In a layer of MoTe₂, each Te atom stands above or below three Mo atoms, like the head of a tripod on its three feet. Each Mo–Te bond is a leg that runs partly sideways and partly upright. If the feet are spread and the legs keep their length, the head must come down. The geometry gives a first estimate of this effect before any energy is known.

Let s be the sideways part of the bond, t its upright part and d its length, so that

d² = s² + t².

Let e be the relative change of the layer's width and z that of its thickness. For small strains the bond then changes by

Δd/d = (s²/d²) e + (t²/d²) z.

In the starting cell d is 2.726 Å and s is the lattice constant divided by √3, or 2.055 Å, which leaves 1.791 Å for t. The two weights are 0.57 and 0.43, so width and thickness count almost equally in the length of the bond. To keep that length, a layer made 1 % wider must become about 1.3 % thinner.

The electronic-structure calculation gives a smaller response, about 0.7 % for each 1 %. The sign of the tripod is right and its size is nearly twice too large. The sign has a clear cause, the smaller size only likely ones.

MoTe2 (3 atoms per cell, P-6m2, a = 3.560 Å, c = 17.524 Å), strained from a cell not relaxed at this level, with fractional coordinates fixed. Ansatz 0.2.0, plane-wave PAW, LDA, scalar-relativistic, no spin polarisation, cutoff 420 eV, 12×12×2 k mesh, Gaussian smearing 0.05 eV. Rows 1 to 5 have in-plane strains of −0.08, −0.04, 0, 0.04 and 0.08; free energies are relative to the unstrained cell.

```
strain zz  energy change row 1 (meV/atom)  energy change row 2 (meV/atom)  energy change row 3 (meV/atom)  energy change row 4 (meV/atom)  energy change row 5 (meV/atom)  pressure row 3 (GPa)
    -0.08                           380.4                           142.9                            63.8                           101.8                           225.6                  2.23
    -0.04                           204.2                            32.5                             4.2                            80.7                           233.5                 -0.02
        0                           103.7                           -13.5                             0.0                           107.8                           283.2                 -1.79
     0.04                            66.5                            -6.0                            41.4                           174.2                           367.1                 -3.18
     0.08                            81.4                            45.2                           119.9                           272.3                           478.4                 -4.25
```

The columns "energy change row 1" to "energy change row 5" belong to five widths of the layer, with in-plane strains from −0.08 to 0.08 in steps of 0.04. The in-plane strain is e. Down each column runs "strain zz", the strain along the normal, which is z. The energies are counted from the starting cell, and the pressure is positive when the cell is compressed.

The cell holds a single Te–Mo–Te layer and a thick slab of vacuum. The atoms keep their fractional coordinates, so they follow the cell when it is stretched along the normal, and "strain zz" changes the thickness of the layer itself. If the atoms were free, stretching the vacuum would cost almost nothing. The curves therefore describe how stiff one layer is, and they give no modulus for a stack of layers.

This restriction has a useful side. The symmetry of the layer leaves the atoms only one freedom at a given width, the height of the Te atoms above and below the Mo plane. The lowest point of each energy column is therefore the thickness that a free layer of that width would take up, as long as it keeps its symmetry. The five minima together tell how the layer responds to being stretched.

**How the best thickness moves**

The minima lie between the computed points. A parabola through three neighbouring points locates each of them: the lowest point and its two neighbours, or the three thinnest layers where the lowest point is at the end of the column. The best normal strain falls from 4.9 % in the narrowest layer to −6.8 % in the widest, and it falls at every step between. Over a change in width of 16 percentage points, that is the 0.7 % for each 1 % quoted above.

The forces on the Te atoms in the same calculations vanish at the same thicknesses, to within about 0.1 percentage points of strain. Forces are slopes of the same energy, so this agreement confirms where the minima lie and leaves their cause open. For the widest layer the check matters most, because its lowest computed energy is at the very end of the scan. There the force changes sign between the two thinnest layers, so the minimum is inside the scan.

At that end point the band gap closes on the mesh of k points, which was chosen for an insulator. The smearing of the occupations alters the energy there by only about 0.1 meV/atom. The shift of the minimum is not made by the closing gap, since it is already present in the narrower layers, which keep their gap.

**Why strains of opposite sign cost less**

The weights 0.57 and 0.43 account for the contrast between the four corners of the table, though not for the full size of the energies. When width and thickness both grow by 8 %, the bond grows by 8 %. When one grows and the other shrinks by that amount, the two effects nearly cancel and the bond changes by only about 1 %. A bond resists a change of its length, so the first kind of strain costs more than the second.

The second kind is not free, however. In the widest and thinnest layer the bond is 2.764 Å long and the energy is 225.6 meV/atom. Thickening the starting layer by 4 % gives almost the same bond, 2.773 Å, for only 41.4 meV/atom. The difference must come from something other than the length of the Mo–Te bond.

The contrast between equal and opposite signs appears in the energy as a term proportional to the product of the two strains. It is positive when they have the same sign and negative when they differ. It can be isolated by adding the energies of the two corners with equal signs and subtracting those of the two corners with opposite signs. The result, which counts the term four times, is 552 meV/atom for strains of 0.08 and 132 meV/atom for strains of 0.04. Doubling both strains should make a product four times as large, and the calculated ratio is 4.2.

The same term moves the minima. In a wide layer it tilts the energy curve so that thinner is better, and in a narrow layer it tilts the curve the other way. The gain is worth having: the widest layer lowers its energy by 58 meV/atom when "strain zz" goes from 0 to −0.08. This is about a fifth of what the widening had cost relative to the starting cell.

**The tripod worked in full**

The small-strain formula is only a first guide at 8 %, so the widest layer deserves the exact geometry. The reference is the layer with no in-plane strain at its own best thickness, which is 1.6 % below that of the starting cell. Its upright part is 1.7615 Å, and its bond length is

d = √(2.0554² + 1.7615²) = 2.707 Å.

Widening by 8 % brings the sideways part to 2.220 Å. If the bond keeps its length, the upright part must become

t = √(2.707² − 2.220²) = 1.55 Å.

Compared with 1.791 Å in the starting cell, this is a normal strain of −13.5 %. The calculation gives −6.8 %. The estimate has no adjustable constant, but it takes its reference from the calculated minimum at zero in-plane strain, so agreement there is built in. At the other four widths the tripod exaggerates the shift, and over the full range the calculated change of thickness is 54 % of its prediction.

**What holds the layer back**

It is tempting to blame the legs, because real bonds can stretch. Softness alone cannot be the explanation, and the reason is instructive. Suppose that the thickness entered the energy only through the bond length, and that the bonds preferred the same length at every width. The Te atoms could then always move up or down until the bonds had their preferred length, however soft the bonds were. Soft legs would give the same final thickness as rigid ones.

The calculated bonds do not keep one length. At the best thickness they grow from 2.665 Å in the narrowest layer to 2.778 Å in the widest. Either the preferred length itself changes with the width, or something besides the bond length depends on the thickness. Whatever acts here must be strong enough to halve the response.

Bond angles are one natural candidate. The angles at an atom stay the same only if width and thickness change by the same factor. Bond lengths thus ask for strains of opposite sign, while bond angles ask for strains of equal sign. The angles are expected to matter, because the d orbitals of Mo bind best to Te atoms in particular directions. The calculated response would then be a compromise, and its sign would mean that the bond lengths have the stronger say.

The second candidate is the contact between the two Te atoms that face each other across the layer. Their distance shrinks from 3.76 Å in the narrowest layer to 3.34 Å in the widest, while two Te atoms that are not bonded prefer roughly 4 Å. Their filled shells repel more and more strongly as they approach, which opposes further thinning. Both causes are plausible, but the total energies neither test nor separate them, so their shares remain unknown.

The tripod also fails in a second, more telling way. With rigid legs, each further step in width should lower the head by more than the step before. The calculated steps become smaller instead, from 3.4 percentage points of normal strain at the narrow end to 2.5 at the wide end. A repulsion that stiffens as the Te atoms close in would act in this direction, and so would the weaker pull of bonds that are already stretched. This reading is plausible but untested here.

**The irregular entries**

Two energies are negative, the lowest being −13.5 meV/atom at an in-plane strain of −0.04 and unchanged thickness. A strained layer can lie below the starting cell because that cell was never relaxed at this level of theory. LDA is known to favour short lattice constants, and a preference for a narrower layer fits that habit. The run also used PAW datasets made for another functional, PBE, which may shift the minimum by an amount not tested here. The zero of energy is thus a point on a slope. This is one reason why widening by 8 % costs far more than narrowing by 8 % at the same thickness: the wide layer is further from the true minimum.

The column "pressure row 3" holds a trap. At a normal strain of −0.04 the pressure is −0.02 GPa, which looks like a layer at rest. Yet the energies around this point show that the layer would gain by becoming slightly narrower and also by becoming thicker. At this thickness, the layer with an in-plane strain of 0.04 lies 48 meV/atom above the one with −0.04, which puts the minimum slightly on the narrow side of zero. At this width, the energy falls by 64 meV/atom between normal strains of −0.08 and 0.

Pressure is an average over the three directions, so a pull in the plane and a push along the normal can cancel in it. For a thin film, near-zero pressure is therefore no proof of a stress-free state, and each direction has to be checked separately. The size of the pressure also depends on how much vacuum the cell contains, because the stress of the layer is spread over the whole volume.

**What to carry over**

The useful result is how well the bonds are protected, as long as the stretched layer keeps this structure. If the thickness were held, the Mo–Te bond would grow by 0.25 Å from the narrowest to the widest layer. Because the layer adjusts, it grows by only 0.11 Å. A stretch of 1 % in the plane thus lengthens the bond by only about a quarter of a per cent.

For another layer built in the same way, the ratio s²/t² gives the response that the bond lengths ask for. Stiff angles and crowded outer atoms should reduce it. The reduction to about half belongs to this layer and has to be calculated afresh for the next one.
